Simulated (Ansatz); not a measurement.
CO₂: energy above lowest point and pressure against volume scale

Free energy against uniform scaling of the volume at fixed shape and fractions; periodic cell, basis, potentials, k mesh and filling as listed. The results are calculated, by Ansatz 0.2.0.

The cell before it is scaled or strained (space group I-42d, No. 122):
```
cell vectors (Å)
  -1.9813     1.9813     3.0241
   1.9813    -1.9813     3.0241
   1.9813     1.9813    -3.0241
atoms (fractions of the cell vectors)
C   0.75000  0.25000  0.50000
C   0.00000  0.00000  0.00000
O   0.70980  0.12500  0.08480
O   0.04020  0.62500  0.91520
O   0.37500  0.29020  0.41520
O   0.87500  0.95980  0.58480
```

Settings of every row: functional PBEsol; dispersion none; potentials PAW; wave cutoff 320 eV; density cutoff 1280 eV; k mesh 6x6x6; k shift 0x0x0; occupations fixed; smearing width 0 eV; spin none; xc grid level 3.

Limits: cutoff under the advised one; the cell comes from a prototype or a list of computed structures and needn't be the stable phase.

```csv
row,volume scale,V (Å³/atom),energy above lowest point (meV/atom),pressure (GPa)
1,0.9406,7.444,9.7,9.96
2,0.9703,7.679,0,0.98
3,1,7.914,?,?
4,1.0297,8.149,21.5,-13.93
5,1.0594,8.384,47.1,-19.56
```

Question: what energy above lowest point and pressure should row 3 give?

Worked fit of energy above lowest point. Take u = (V_r/V)^(2/3) − 1 with V_r = 7.914 Å³ an atom, which is twice the finite (Eulerian) strain; such expansions in the strain, on which the Birch-Murnaghan equation of state is built, carry the rest volume and the bulk modulus. The shown rows have u = 0.04166, 0.0203, -0.01932, -0.03773. Least squares give energy above lowest point = 4.88 − 537.4 × u + 15573 × u² meV/atom; a straight line predicts inner rows, each left out in turn, worse (root mean square 14 against 1 meV/atom). The rows lie off it by 0.2, -0.4, 0.4, -0.2. The withheld row has u = 0, so the fit gives 4.88 − 537.4 × (0) + 15573 × (0)² = 4.9 meV/atom.

The calculation gave 5.8 meV/atom. The fit lies 0.9 meV/atom (16 % of the value, 1.9 % of the column's range) below it; its largest miss of a shown row is 0.4 meV/atom.

Worked fit of pressure. Take u = (V_r/V)^(2/3) − 1 with V_r = 7.914 Å³ an atom, which is twice the finite (Eulerian) strain; such expansions in the strain, on which the Birch-Murnaghan equation of state is built, carry the rest volume and the bulk modulus. The shown rows have u = 0.04166, 0.0203, -0.01932, -0.03773. Least squares give pressure = −7.02 + 369.59 × u + 942.4 × u² GPa; a straight line predicts inner rows, each left out in turn, worse (root mean square 0.87 against 0.29 GPa). The rows lie off it by -0.05, 0.11, -0.12, 0.06 (root mean square 0.09 GPa). The pressure vanishes at u = 0.0182, or V = 7.703 Å³ an atom, and there the bulk modulus at fixed shape and fractions is B = −V dP/dV = (2/3)(1 + u) dP/du = 274 GPa. Letting shape and atoms relax would as a rule lower it, by much in layered, chain or molecular crystals. The withheld row has u = 0, so the fit gives −7.02 + 369.59 × (0) + 942.4 × (0)² = -7.02 GPa.

The calculation gave -7.16 GPa. The fit lies 0.14 GPa (2 % of the value, 0.47 % of the column's range) above it; its largest miss of a shown row is 0.12 GPa.
